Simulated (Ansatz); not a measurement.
# A ladder of methods for Si2H2OF2 (SMILES F[Si]1(F)O[SiH2]1)

The species is Si2H2OF2 (7 atoms), meant as a singlet with charge 0. SMILES: `F[Si]1(F)O[SiH2]1`. Geometry: optimised at B3LYP/def2-SVP.

Quantity: the adiabatic ionisation energy (to the doublet cation, shapes relaxed at B3LYP/def2-SVP, no zero-point term), in eV. The values are calculated.

| level | kind | program | value (eV) | less CCSD(T)/def2-SVP | CPU time (all runs) |
| --- | --- | --- | --- | --- | --- |
| HF/def2-SVP | Hartree–Fock | Ansatz | 8.30 | -0.67 | 2.9 s |
| SVWN5/def2-SVP | LDA | Ansatz | 9.18 | +0.21 | 1.9 s |
| PBE/def2-SVP | GGA | Ansatz | 9.01 | +0.04 | 3.4 s |
| B3LYP/def2-SVP | global hybrid | Ansatz | 9.10 | +0.13 | 5.2 s |
| PBE0-D4/def2-SVP | global hybrid | Ansatz | 9.15 | +0.18 | 5.4 s |
| wB97M-V/def2-SVP | range-separated hybrid | Ansatz | 9.16 | +0.19 | 19 s |
| MP2/def2-SVP | perturbation theory | Ansatz | 8.91 | -0.06 | 2.7 s |
| CCSD(T)/def2-SVP | coupled cluster or CI | Ansatz | 8.97 | 0.00 | 24 s |

CCSD(T)/def2-SVP is the highest level here, not the true value. The values span 8.30 to 9.18 eV. Times are those of the runs behind each value, whatever else they computed, on shared processors of several kinds: orders of magnitude only.

Hartree–Fock stands apart, placing the ionisation energy 0.67 eV below coupled cluster, while every correlated or density-functional value lies within 0.21 eV of it. The neutral molecule has one more electron pair than the cation and so more correlation energy to lose; leaving that out makes ionisation look too easy. MP2 recovers most of the missing contribution, which suggests that neither state demands a strongly multiconfigurational description.

The electron probably comes largely from the Si–Si σ bond, which is higher in energy than the Si–O and Si–F bonds and is further destabilised by strain in the three-membered ring. Its removal should weaken the Si–Si link and let the ring relax.

All the density functionals lie above coupled cluster, but their errors don't fall steadily from LDA through GGA to the hybrids: PBE is closest, at +0.04 eV. That near-match doesn't establish PBE as the better functional for related rings, since a larger basis would recover more of the differential correlation and could shift the coupled-cluster reference by more than this margin.
